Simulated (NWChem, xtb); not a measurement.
**SnH3F (SnFH3): the dipole moment, rung by rung**

SnH3F has 5 atoms, charge 0, and is taken as a singlet. SMILES: `[H][Sn]([H])([H])[F]`. Geometry: a GFN2-xTB relaxation, a rough one for these elements and not checked as a minimum.

Each level gives the dipole moment (D). The values are calculated.

```tsv
level	kind	program	value (D)
GFN2-xTB	semi-empirical	xtb	3.51
GFN0-xTB	semi-empirical	xtb	3.92
GFN1-xTB	semi-empirical	xtb	4.28
HF/STO-3G	Hartree–Fock	NWChem	2.03
HF/3-21G	Hartree–Fock	NWChem	3.33
HF/def2-SVP (core potential)	Hartree–Fock	NWChem	3.44
SVWN5/def2-TZVP (core potential)	LDA	NWChem	2.84
PBE/def2-SVP (core potential)	GGA	NWChem	2.67
VSXC/cc-pVDZ/cc-pVDZ-PP (core potential)	meta-GGA	NWChem	2.82
M06-2X/STO-3G	hybrid meta-GGA	NWChem	1.47
```

All-electron rows without a relativistic Hamiltonian named are non-relativistic, while core potentials hold scalar relativity, so basis and relativity change together. The values span 1.47 to 4.28 D. Magnitudes only. Sets without polarisation functions give poor dipoles.

Every level makes SnH3F clearly polar, as expected for a bond between electropositive tin and fluorine. The Sn–F bond draws electron density towards the halogen, while the weakly hydridic hydrogens on the far side of tin partly oppose its dipole.

The cleanest comparison is within def2-SVP, where the moment falls from 3.44 D with Hartree–Fock to 2.67 D with PBE, probably because Hartree–Fock exaggerates the ionic character of the Sn–F bond. The STO-3G pair shifts the same way, from 2.03 to 1.47 D with M06-2X. The very low M06-2X value therefore says little about that functional, since Hartree–Fock also gives its smallest moment in this basis.

The LDA, GGA and meta-GGA results lie close together, but their different basis sets prevent a ranking of the functionals. All three tight-binding moments exceed every Hartree–Fock and density-functional value, and they also disagree noticeably among themselves. Without a correlated wavefunction result or a measured moment, the table can't establish which value is most accurate.
